Breaking a C–H bond costs between 4 and 5 eV, while turning a molecule in a loose contact costs a few hundredths of an eV. Both scales appear on a single reaction path when methane, lying beside the bent molecule SnH₂, gives up two hydrogen atoms:

$$\mathrm{CH_4 + SnH_2 \rightarrow H_2C{=}SnH_2 + H_2}$$

Both hydrogen atoms leave carbon, and tin keeps its own two. The table follows the energy along this path in eleven images, at the level of a semilocal density functional with a small basis.

Nudged elastic band with climbing image for CH₄ + SnH₂ → H₂C=SnH₂ + H₂ (neutral singlet), computed with Ansatz 0.2.0 using restricted PBE-D4/def2-SVP, with nine images between relaxed ends and a force component limit of 0.03 eV/Å. Energies are electronic, without zero-point terms; the band force is the largest component on each image.

| row | energy over the start (eV) | path length (Å) | band force (eV/Å) |
| --- | --- | --- | --- |
| 1 | 0.000 | 0.000 | n/a |
| 2 | 0.012 | 0.712 | 0.005 |
| 3 | 0.027 | 1.423 | 0.011 |
| 4 | 0.014 | 2.135 | 0.007 |
| 5 | -0.003 | 2.847 | 0.028 |
| 6 | 0.004 | 3.559 | 0.012 |
| 7 | 0.602 | 4.270 | 0.002 |
| 8 | 2.851 | 4.982 | 0.001 |
| 9 | 2.486 | 5.686 | 0.002 |
| 10 | 2.245 | 6.389 | 0.002 |
| 11 | 2.200 | 7.092 | n/a |

**(a)** In row 1 the two hydrogen atoms that will leave lie 2.58 and 2.75 Å from tin, and carbon lies 3.11 Å from it. In row 8 the same hydrogen atoms are 2.83 and 3.73 Å from tin, and carbon is 2.19 Å from it. What happens during the first half of the path, and do the bump at row 3 and the dip at row 5 need an explanation?

*Solution.* Carbon has moved towards tin by almost 1 Å, yet the two hydrogen atoms have moved away from it. These hydrogen atoms have therefore passed from the side of carbon that faces tin to the side that faces away. The distances establish only this change between rows 1 and 8. That methane turns as a whole molecule, mainly in rows 1 to 6, is an inference from the energy, which hardly changes there although the atoms move far.

Such a turn is cheap because every bond survives it. Only the weak attraction between two closed-shell molecules changes, and it changes little. Rows 1 to 6 thus cover half of the path length within an energy span of 0.03 eV, about one hundredth of the barrier.

The bump and the dip are too small to be given a cause. A small basis brings an uncertainty of at least this size to the energy of a weak contact, and no correction for it is shown. The band is also not perfectly relaxed: its largest remaining force, multiplied by the distance between two images, gives 0.02 eV, a crude scale that is comparable with the ripples.

**(b)** In row 8 the two breaking C–H bonds measure 1.26 and 1.81 Å, against 1.11 Å in methane, and the two leaving hydrogen atoms are 0.96 Å apart. Taking H₂ out of a free methane molecule, so that singlet CH₂ remains, costs very roughly 5.5 eV. Why does the energy rise so suddenly, and why does it stop well below that cost?

*Solution.* The rise most likely begins where the C–H bonds start to give way. A covalent bond resists stretching strongly over a few tenths of an ångström, so the cost is packed into a short piece of the path. The single step from row 7 to row 8 contains 2.25 eV, or 79% of the barrier. With only one interval there, the table gives the height of the climb but not its detailed shape.

Two new bonds limit the climb. The cost of 5.5 eV already includes the gain from forming H₂. At the end of the path, where both C–H bonds are gone, what lowers the energy further must therefore come from tin. The estimate is

$$5.5\ \text{eV} - 2.2\ \text{eV} \approx 3\ \text{eV},$$

which is roughly what CH₂ gains by binding to SnH₂. This bond is well developed at the top, where carbon and tin are only 0.2 Å farther apart than in the product. The C–H bond that is still only slightly stretched there also keeps the energy down, so the gain at the top is not due to tin alone. Tin thus acts by holding the carbon atom that is losing its hydrogen, and it does not carry the hydrogen atoms across.

The path still falls by 0.65 eV from the top to the products, and the reverse reaction shows why. Free singlet CH₂ has an empty orbital that accepts the electrons of H₂ with little or no barrier. In H₂C=SnH₂ that orbital takes part in the π bond to tin, so H₂ has to disturb this bond before it can add to carbon. This is an argument from bonding theory, which the energies agree with but do not test.

The barrier of 2.85 eV carries two errors of opposite tendency. Semilocal functionals usually make barriers too low, whereas closed-shell orbitals can make the energy too high where bonds are half broken. Zero-point energy is left out as well. The value also belongs to this path alone, since a route through methylstannane, CH₃SnH₃, was not tested.

**(c)** Describe reactants and products by two parabolas of equal curvature and predict where the top lies. Compare the result with the path length and with the bond lengths. Is the top early or late?

*Solution.* Let $x$ run from 0 at the reactants to 1 at the products, and let $k$ be the common curvature constant. The curves cross at the top, at a height $E_f = kx^2$ above the reactants and $E_b = k(1-x)^2$ above the products. Dividing one equation by the other removes $k$:

$$x = \frac{\sqrt{E_f}}{\sqrt{E_f}+\sqrt{E_b}} = \frac{\sqrt{2.851}}{\sqrt{2.851}+\sqrt{0.651}} = \frac{1.69}{1.69+0.81} \approx 0.68$$

The model says late, for a simple reason: when the products lie high, their curve is met only past the middle of the way. Here the reaction energy is 77% of the barrier. This is Hammond's rule in the form of a formula.

On the whole path the top lies at 0.70, which looks like a success. Counted from row 6, however, where the climb begins, it lies at 0.40, which would be called early. The agreement thus depends on counting the free turn of methane as progress of the reaction. Path length measures how far atoms move, whether or not a bond changes.

Bond lengths give a sounder answer. At the top the Sn–C and H–H distances both exceed their final values by only 0.2 Å, so the bonds being made are far advanced, although the π part of the bond to tin may still be weak. Of the bonds being broken, one is stretched by 0.7 Å and almost gone, but the other by only 0.15 Å. The top is late, as the energies suggest, with one C–H bond lagging behind.

That lagging bond also explains the last rows. Beyond the top it breaks while the new bonds shorten to their final lengths, and the energy drops by 0.37 and then 0.24 eV. The final step brings only 0.05 eV, most likely because H₂ is by then a separate molecule drifting away; the shapes of these intermediate images are not given. The path ends as it began, with motion that breaks no bond and costs almost nothing.

The output below lists the steps, the distances and the three positions of the top.

Numerical output:

```
Change from the image before:
  row  energy step in eV  path step in angstrom
    2              0.012                  0.712
    3              0.015                  0.711
    4             -0.013                  0.712
    5             -0.017                  0.712
    6              0.007                  0.712
    7              0.598                  0.711
    8              2.249                  0.712
    9             -0.365                  0.704
   10             -0.241                  0.703
   11             -0.045                  0.703
Backward barrier, row 8 less row 11, eV: 0.651
Energy span of rows 1 to 6, eV: 0.03
Share of the path length covered by rows 1 to 6, percent: 50.18
Largest band force times one image spacing, eV: 0.01994
Share of the barrier climbed between rows 7 and 8, percent: 78.88
Reaction energy as share of the forward barrier, percent: 77.17
Position of the top from two equal parabolas, fraction: 0.6767
Position of the top on the whole path, fraction: 0.7025
Position of the top counted from row 6, fraction: 0.4028
Sn1-H2 distance at the start, angstrom: 2.577
Sn1-H4 distance at the start, angstrom: 2.75
Sn1-H2 distance at the top, angstrom: 2.828
Sn1-H4 distance at the top, angstrom: 3.725
Sn1-C3 distance at the top, angstrom: 2.194
C3-H2 distance at the top, angstrom: 1.264
C3-H4 distance at the top, angstrom: 1.807
H2-H4 distance at the top, angstrom: 0.9604
Share of the Sn-C shortening done at the top, percent: 81.09
Share of the H-H shortening done at the top, percent: 82.37
Rough energy paid back by tin at the end, eV: 3.3
Rough energy paid back by tin at the top, eV: 2.649
```
